Six d electrons sit in a strong octahedral field. The levels below come from a parametric model: one d shell with electron repulsion (Racah $B$ and $C$), a cubic splitting $10Dq$ and a spin-orbit constant $\zeta$. Covalency, charge transfer and vibrations are absent, so the problem concerns the model and not the spectrum of a real complex. "Level irrep" is the symmetry label with spin included, and "level spin" is the $S$ that reproduces the expectation value of the squared spin. A value such as 0.89 therefore signals a mixture.

Levels of a d⁶ shell in an octahedral (Oh) field, computed with ligand-field diagonalisation 1 by exact diagonalisation of a parametric ligand-field model with Racah B = 560 cm⁻¹, C = 2540 cm⁻¹, 10Dq = 37450 cm⁻¹ and spin-orbit ζ = 2350 cm⁻¹. Energies are relative to the lowest level, irreps are double-group labels, and the spin is S from the expectation value of its square.

```csv
level irrep,level degeneracy,level energy (cm⁻¹),level spin
A1,1,0.0,0.06
E,2,29024.1,1.01
T2,3,29442.7,1.00
T1,3,30380.4,0.98
A1,1,32178.6,1.01
T1,3,33713.1,0.89
E,2,34770.8,1.00
T2,3,35744.8,1.01
A2,1,36385.9,1.00
T1,3,36992.5,0.39
T2,3,44223.4,0.07
T2,3,51409.5,1.98
T1,3,52945.9,1.98
E,2,52981.3,1.98
T2,3,?,?
T1,3,?,?
A1,1,?,?
```

**(a) Which states are the last three levels, and what spin should they have?**

*Solution.* The lowest level is nearly the closed subshell $t_2^6$. Promoting one electron gives $t_2^5e$, whose triplets and singlets account for the next ten levels. The jump to $S=1.98$ marks $t_2^4e^2$ with four unpaired electrons, the term $^5T_2$.

This term resembles an atomic $^5P$ term, with $L=1$, $S=2$ and $J=1,2,3$. The analogy holds because the three $t_2$ orbitals carry an angular momentum like that of p orbitals, with its sign reversed. It is limited because a cube is not a sphere: $J$ is only approximately conserved, and levels with $J=2$ or 3 may split.

Symmetry assigns $T_2$ to $J=1$, $T_1+E$ to $J=2$, and $T_2+T_1+A_1$ to $J=3$. The first two sets are already in the table, and the open rows carry exactly the labels of the third. They should be quintets with $S=1.98\pm0.02$. Triplets of the same configuration lose exchange energy and should begin roughly $10^4$ cm⁻¹ higher.

**(b) Predict their energies, with an error bar.**

*Solution.* Five of the six electrons have parallel spins and fill each d orbital once, so they contribute no first-order spin-orbit energy. The sixth, in $t_2$, has opposite spin, equivalent to $-\mathbf S/4$. With the reversed orbital momentum, its coupling becomes

$$\frac{\zeta}{4}\,\mathbf L\cdot\mathbf S,\qquad \mathbf L\cdot\mathbf S=\frac{J(J+1)-8}{2}=-3,\,-1,\,2 .$$

The intervals should then be $\zeta/2=1175$ and $3\zeta/4=1762.5$ cm⁻¹. The known quintets contradict the first: from $J=1$ to the weighted centre of $J=2$, at 52960 cm⁻¹, the interval is 1551 cm⁻¹, which is 32 % above $\zeta/2$.

Spin-orbit coupling also mixes different terms, provided their levels share a symmetry label. The ground level shows how strong this is. Its squared coupling to $t_2^5e$ sums to $6\zeta^2$, and symmetry directs all of it to the $A_1$ level of $^3T_1$, at 32179 cm⁻¹. The two repel each other by about

$$\frac{6\zeta^2}{\Delta E}=\frac{6\times2350^2}{32179}\approx1030\ \text{cm}^{-1}.$$

This is similar in size to the 1211 cm⁻¹ by which this $A_1$ level exceeds its first-order distance from the $T_1$ level below it. It is not the whole account, because both levels also mix with other excited terms, and those shifts cancel only in part. The same estimate gives the ground level 3.2 % triplet character, in agreement with its spin of 0.06. No parameter was fitted here, though the gap is the computed one.

Similar mixing must disturb the quintets, but one known interval cannot fix its form. Two simple readings give a range:

- The excess enlarges the coupling constant, from $\zeta/4$ to 775 cm⁻¹. The centre of $J=3$ then lies at $52960+3\times775\approx55286$ cm⁻¹.
- The constant stays at $\zeta/4$, and a second-order term shifts $J=1,2,3$ by $-3.5,\,3.5,\,-1$ times 53.7 cm⁻¹. The centre then lies at $52960+1762.5-4.5\times53.7\approx54481$ cm⁻¹.

The midpoint is 54884 cm⁻¹, and half the distance between the readings gives a bar of ±402 cm⁻¹. This is a range between two assumptions, not a statistical error. I leaned towards its upper half, arguing that the $A_1$ level of $^3T_1$ would push the quintet $A_1$ level upwards.

The cubic splitting comes from the 35 cm⁻¹ between $T_1$ and $E$ in $J=2$. The simplest cubic term displaces $T_2$, $T_1$ and $A_1$ of $J=3$ by $-1.2$, $0.4$ and $2.4$ times this amount. The predictions are 54841, 54898 and 54968 cm⁻¹, each ±402. Their spread of 127 cm⁻¹ is trusted only to a factor of two, since neglected third-order terms may be almost as large. The order of the labels is visible in the table and is no prediction.

**(c) Compare with the computed levels. What was right, and what was not?**

The withheld rows as computed:

```csv
level irrep,level degeneracy,level energy (cm⁻¹),level spin
T2,3,54669.7,1.98
T1,3,54719.9,1.97
A1,1,54779.6,1.96
```

*Solution.* All three are quintets. The spins of $T_2$ and $T_1$ agree within 0.01, while $A_1$, at 1.96, sits at the edge of the bar. The energies lie 171, 178 and 189 cm⁻¹ below the predictions, less than half the error bar. The computed spread is 110 cm⁻¹, 0.86 of the predicted one, and the upper gap is slightly the larger, as the cubic term requires.

The lean towards the upper half was wrong. The spins do show more triplet character in $A_1$ (about 5 %) than in $T_2$ (about 2.5 %), so the expected mixing is plausible. But $A_1$ is only one of the seven states in $J=3$, and my argument ignored what mixing does to the other six and to $J=2$, from which the interval is measured.

A plainer estimate would have done better. Adding the first-order interval $3\zeta/4$ to the $J=2$ centre gives 54723 cm⁻¹, only 16 cm⁻¹ above the computed centre. The same rule had just failed by 376 cm⁻¹ for the lower interval, so nothing in the known rows justified trusting it. With both intervals known, the two corrections of part (b) can be solved for together. They change the upper interval by about $+158$ and $-174$ cm⁻¹ and nearly cancel. Two unknowns drawn from two intervals describe this cancellation but do not test it.

Relative to the first-order pattern, then, $J=1$ is the odd one out, lying 376 cm⁻¹ too low against $J=2$ and 360 cm⁻¹ too low against $J=3$. Triplets below push these quintets up, while triplets above and the higher quintet term $^5E$ press them down, by amounts that depend on $J$. An uneven balance of these shifts may single out $J=1$, but that is a guess.

For a neighbouring case, suppose $\zeta$ were halved. The first-order intervals would halve, while the second-order excess and the cubic splittings would fall to roughly a quarter, bringing the interval ratio closer to the atomic 3:2 from its present 1.13. A larger $10Dq$ would raise the quintets about twice as fast as the $t_2^5e$ levels, because two electrons are promoted instead of one.

The output below lists the numbers behind the prediction and the comparison.

Output of the analysis:

```
rounding floor: energy 0.05 cm-1, spin 0.005; all energies below in cm-1
3T1: strong-field, no zeta 30249; table centre 29966; diff -282
3T2: strong-field, no zeta 34427; table centre 34922; diff +495
1T1: strong-field, no zeta 35630; table centre 36992; diff +1362
1T2: strong-field, no zeta 43887; table centre 44223; diff +337
5T2 strong-field 52785; first-order J=1,2,3: 51022 52197 53960
first-order intervals: zeta/4 587.5, zeta/2 1175.0, 3zeta/4 1762.5
3T1 J2->1 1105 (miss -70); J1->0 1798 (miss +1211)
3T2 J2->1 1609 (miss +434); J1->0 641 (miss +54)
ground triplet weight 3.2+-0.3 %; 6z^2/gap^2 3.2 %; push 6z^2/gap 1030
singlet weight 1-<S2>/2 of T1 rows 3,5,9 (%): [3, 16, 73]
quintet weight in 3T1 A1 (row 4) 2.3+-0.5 %; triplet weight row 11 2.5+-0.6 %
cubic coefficients J=2 T1 -0.40 E 0.60; J=3 T2 -1.20 T1 0.40 A1 2.40
J=2 centre 52960.1; J1->2 1550.6; excess over zeta/2 375.6 (32 %); kappa 35.4
table minus strong-field first order: J=1 +387, J=2 +763
(a) lambda 775.3, rho 0: J=3 centre 55286; (b) lambda 587.5, rho 53.7: 54481
pure first order centre 54723; predicted centre 54884 +- 402; predicted ratio 1.24
order of third-order terms z^3/(4B+4C)^2 ~ 84 (4B+4C = 12400)
predict row 14 T2: E 54841 +- 402; S 1.98 +- 0.02
predict row 15 T1: E 54898 +- 402; S 1.98 +- 0.02
predict row 16 A1: E 54968 +- 402; S 1.98 +- 0.02
predict T1-T2 57, A1-T1 71, spread 127 (factor 2); gap ratio 1.25
--- reveal ---
row 14 T2: E 54669.7, miss -171 (-0.43 bar, -0.31 %); S 1.98, miss +0.00
row 15 T1: E 54719.9, miss -178 (-0.44 bar, -0.32 %); S 1.97, miss -0.01
row 16 A1: E 54779.6, miss -189 (-0.47 bar, -0.34 %); S 1.96, miss -0.02
J=3 centre 54706.9; miss vs mid -177, (a) -579, (b) +226, first order -16
J2->3 1746.9; ratio 1.127 (Lande 1.5); table minus strong-field first order J=3 +747
T1-T2 50.2 (miss -6), A1-T1 59.7 (miss -11), spread 109.9, gap ratio 1.19
spread computed/predicted 0.86; kappa implied by T1-T2 31.4, by A1-T1 29.8
diagnostic after reveal (no test): lambda 640.2 (1.09 x zeta/4), rho 38.6
triplet weight (6-<S2>)/4 of withheld rows (%, +-0.6): [2.5, 3.7, 5.0]
```
